**Question.** I computed the lowest singlet excitations of a tetrafluoroborate anion with one HCl molecule hydrogen-bonded to it, using time-dependent B3LYP.

The five lowest singlet excitations of the gas-phase complex BF₄⁻·HCl (total charge −1), computed with PySCF 2.14.0 using B3LYP/def2-SVP in the Tamm–Dancoff approximation at the GFN2-xTB geometry. Pair weights refer to natural transition orbitals, and the hole–electron distance is measured between the centres of the two charge clouds.

```tsv
row	excitation energy (eV)	leading pair weight	hole electron distance (Å)	hole electron overlap
1	10.035	0.99500	0.460	0.508
2	10.062	0.99700	1.083	0.504
3	10.160	0.99800	2.737	0.287
4	10.194	0.99500	2.037	0.406
5	10.304	0.99500	2.541	0.350
```

The hole–electron distance puzzles me. Rows 1 and 2 have practically the same overlap, yet their distances differ by more than a factor of two, and further down the values jump to between 2 and 3 Å. Is row 1 the most local excitation? And is there a way to estimate such distances on paper?

**Answer.** Row 1 is not the most local state if "local" means that hole and electron stay on one molecule; row 2 fits that description better. A paper estimate of the distance needs two lengths from the geometry and one fraction, which has to come from a calculation. The column gives the distance between two centres of charge: the average position of the hole, which is where the electron came from, and the average position of the excited electron. Two clouds can be wide and quite different in shape and still have centres that nearly coincide. The overlap column asks another question, namely how far the two clouds occupy the same space.

The leading pair weight is at least 0.995 in every row, so each state is described by one hole and one electron. The populations from the same calculation show that the electron cloud hardly changes: between 0.69 and 0.77 of it sits on HCl in all five states. What changes is the hole. It lies mainly on HCl in rows 1 and 2 and mainly on BF₄⁻ in rows 3 to 5, so the last three are charge-transfer states in which an electron moves from the anion to HCl.

**The rule.** Let $p$ be the share of the hole on BF₄⁻, so that $1-p$ is on HCl. Put the HCl part of the hole on chlorine, where the lone pairs are, and the BF₄⁻ part on boron, the midpoint of the four fluorines. The centre of the hole then lies at a distance $p\,R$ from chlorine, with $R = 4.24$ Å the B–Cl distance. The electron cloud is spread over chlorine, hydrogen and the nearest fluorine, and its centre falls close to the hydrogen, at the H–Cl bond length $r = 1.28$ Å from chlorine. As the atoms Cl, H and B lie nearly on a line, the hole–electron distance is

$$d \approx |\,r - pR\,| = |\,1.28 - 4.24\,p\,|\ \text{Å}.$$

Take row 4, where $p = 0.84$. The hole centre lies $4.24 \times 0.84 = 3.56$ Å from chlorine, and the electron centre 1.28 Å from it. The difference is 2.28 Å, against 2.04 Å in the table.

Now row 1, where $p = 0.22$. The hole centre lies $4.24 \times 0.22 = 0.93$ Å from chlorine, which leaves $1.28 - 0.93 = 0.35$ Å, against a computed 0.46 Å. No constant was fitted to the distances, though the place of the electron was chosen with the computed populations of these states in view.

**Why row 1 looks so local.** The expression inside the bars changes sign at $p = r/R \approx 0.30$. Below that share the electron is displaced towards BF₄⁻, above it towards HCl, and at the balance point the distance would vanish although the hole is spread over both molecules. Row 1 lies close to this point. Row 2, with only 0.03 of its hole on BF₄⁻, is the purer HCl excitation, and it has the larger distance because its hole stays on chlorine while the electron cloud reaches over the hydrogen to BF₄⁻.

**Where the fraction comes from.** Free HCl has two equivalent chlorine lone pairs at right angles to its axis. Here the complex has an approximate mirror plane, and each lone pair can mix only with fluorine orbitals of its own symmetry. The directions of the transition dipoles put rows 1, 3 and 4 in one symmetry class. Row 1 has 0.22 of its hole on BF₄⁻, and rows 3 and 4 together have $0.06 + 0.16 = 0.22$ of theirs on HCl. The natural reading is that one lone-pair hole is shared among three states: what one state gives away, the others take up.

**How good it is.** Over the five rows the rule has a root-mean-square miss of 0.17 Å relative to the computed distances, and it gets the direction of the shift right each time. The shares come from the same calculation as the distances, so this tests the geometry of the rule and not an ability to predict the states. If you know only the label, set $p$ to 0 for a local state and to 1 for charge transfer. The estimates are then 1.28 and 2.96 Å, and the typical miss grows to 0.60 Å.

The largest misses of the rule, about 0.25 Å, are in rows 4 and 5. There the electron centre lies beyond the hydrogen, on the side of BF₄⁻, so the true distance is shorter than the estimate. In row 3 the electron centre is displaced just as much, but the hole leans towards the far fluorines and cancels the error. The near-perfect result for that row is therefore luck. The output below sets the rule beside all five rows.

**Where it stops.** The rule says nothing about energies, and the computed ones deserve little trust here. The highest occupied orbital lies only about 4.2 eV below zero, so in this calculation an excitation of 10 eV is far more than is needed to detach an electron. The excited electron is therefore free to leave, and the small basis without diffuse functions holds it near the molecules. With a more flexible basis it could spread out, and the assumption that its centre sits at the hydrogen would be the first to fail. The order of the states is also insecure: only 0.10 eV separates row 2 from row 3, and B3LYP tends to place charge-transfer states too low relative to local ones.

Compare a series in which the same two molecules are pulled apart along their axis. Once the electron sits wholly on HCl, the distance of a local HCl excitation no longer changes, while that of a pure charge-transfer state grows by as much as the separation. With the sign kept, a mixed state lies between these limits and can pass through zero. The electron centre must then be placed anew, though: in the present complex a quarter of the cloud or a little more lies on BF₄⁻ and pulls the centre out to the hydrogen, and without that part the atomic shares would put it between chlorine and hydrogen.

In practice, find the hole share on each fragment first, place the centres, and subtract with the sign kept. An error of 0.1 in the share moves the estimate by about 0.4 Å in this complex, so take the share from a population analysis rather than from a glance at an orbital picture. When the distance comes out small, look at the shares before calling the state local.

Numerical output:

```
Shares of hole and electron:
  row  hole on BF4  hole on HCl  hole on HCl and bridging F  electron on HCl
    1         0.22        0.779                       0.881            0.758
    2        0.033        0.967                       0.985             0.77
    3        0.942        0.059                       0.099             0.69
    4        0.839        0.161                       0.385            0.708
    5        0.962        0.038                       0.326            0.691
Distance in angstrom:
  row  signed rule    rule  computed  rule miss  label only  all atoms
    1       0.3446  0.3446      0.46    -0.1154       1.277     0.4442
    2        1.137   1.137     1.083     0.0545       1.277      1.063
    3       -2.717   2.717     2.737   -0.02034       2.963      2.699
    4        -2.28    2.28     2.037     0.2429       2.963      2.019
    5       -2.801   2.801     2.541     0.2605       2.963      2.513
Centres along the axis from Cl in angstrom:
  row  electron centre  hole centre  hole centre in rule
    1            1.272        0.858               0.9328
    2            1.226       0.1715               0.1399
    3             1.53        4.184                3.994
    4            1.464        3.474                3.557
    5            1.529        4.041                4.079
H-Cl length (angstrom): 1.277
B-Cl distance (angstrom): 4.24
hole share on BF4 at which the rule gives zero distance: 0.3013
rms miss of the rule (angstrom): 0.1694
largest miss of the rule (angstrom): 0.2605
rms miss with the label only (angstrom): 0.5985
largest miss with the label only (angstrom): 0.9256
rms miss of the sum over all atoms (angstrom): 0.02539
HCl hole shares added over rows 1 and 3 and 4: 0.999
HCl hole shares added over rows 2 and 5: 1.005
spread of the five excitation energies (eV): 0.269
energy step from row 2 to row 3 (eV): 0.098
lowest excitation energy above minus HOMO energy (eV): 5.849
```
